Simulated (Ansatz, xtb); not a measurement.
# Ligand exchange: C3H10Si + SiN2H6 → C2H9NSi + CH7NSi

Species: C3H10Si `CC[SiH2]C`, singlet; SiN2H6 `NN[SiH3]`, singlet; C2H9NSi `CC[SiH2]N`, singlet; CH7NSi `CN[SiH3]`, singlet. The partners trade CH3 for NH2: Si–CH3 and N–NH2 bonds give way to Si–NH2 and N–CH3.

Shapes, held fixed at every level: PBE0-D4/def2-TZVP. Flexible molecules stand in one conformer, not always the lowest. Programs: Ansatz 0.2.0, xtb 6.7.1. The zero-point and thermal change to 298 K, harmonic and unscaled (PBE0-D4/def2-TZVP), is +0.8 kJ/mol.

(1) Estimate ΔH(298 K) of this reaction.

Results:

(1) The highest level, CCSD(T)/CBS estimate, gives ΔH(298 K) = -147.6 kJ/mol; the levels span -160.6 to -135.5. The column of differences is taken from that level and isn't an error. No measured value is set beside it here. The CBS estimate extrapolates MP2 from def2-TZVPP and def2-QZVPP and adds CCSD(T) − MP2 in the triple-zeta set, cores frozen.

| level | kind | ΔH(298 K) (kJ/mol) | less CCSD(T)/CBS estimate |
| --- | --- | --- | --- |
| GFN2-xTB | semi-empirical | -160.6 | -13.0 |
| B3LYP-D4/def2-TZVPP | global hybrid | -140.9 | +6.7 |
| PBE0-D4/def2-TZVPP | global hybrid | -135.9 | +11.7 |
| wB97M-V/def2-TZVPP | range-separated hybrid | -141.3 | +6.3 |
| wB97X-V/def2-TZVPP | range-separated hybrid | -138.7 | +8.9 |
| MP2/def2-TZVPP | perturbation theory | -152.8 | -5.2 |
| CCSD(T)/def2-SVP | coupled cluster or CI | -135.5 | +12.1 |
| CCSD(T)/CBS estimate | coupled cluster or CI | -147.6 | 0.0 |

The exchange is strongly exothermic at every level, with a best estimate of -147.6 kJ/mol. The thermal term is only +0.8 kJ/mol, as expected when the number and general type of bonds are conserved, so the driving force is electronic. The reaction removes a weak N–N single bond, destabilised by repulsion between adjacent lone pairs, and replaces a modestly polar Si–C bond with a much more polar Si–N bond. The electronegativity difference strengthens the latter, probably helped by donation from the nitrogen lone pair into σ* orbitals on silicon. The new C–N bond also gains some polar character.

All four hybrid functionals give less heat release than the best estimate, whereas MP2 and GFN2-xTB give more. The near match between PBE0 and CCSD(T) in the small def2-SVP basis is probably fortuitous, since the coupled-cluster value becomes markedly more negative towards the basis-set limit. The overall enthalpy doesn't separate the Si–N contribution from that of relieving the N–N bond, nor does it indicate whether the exchange is kinetically accessible.
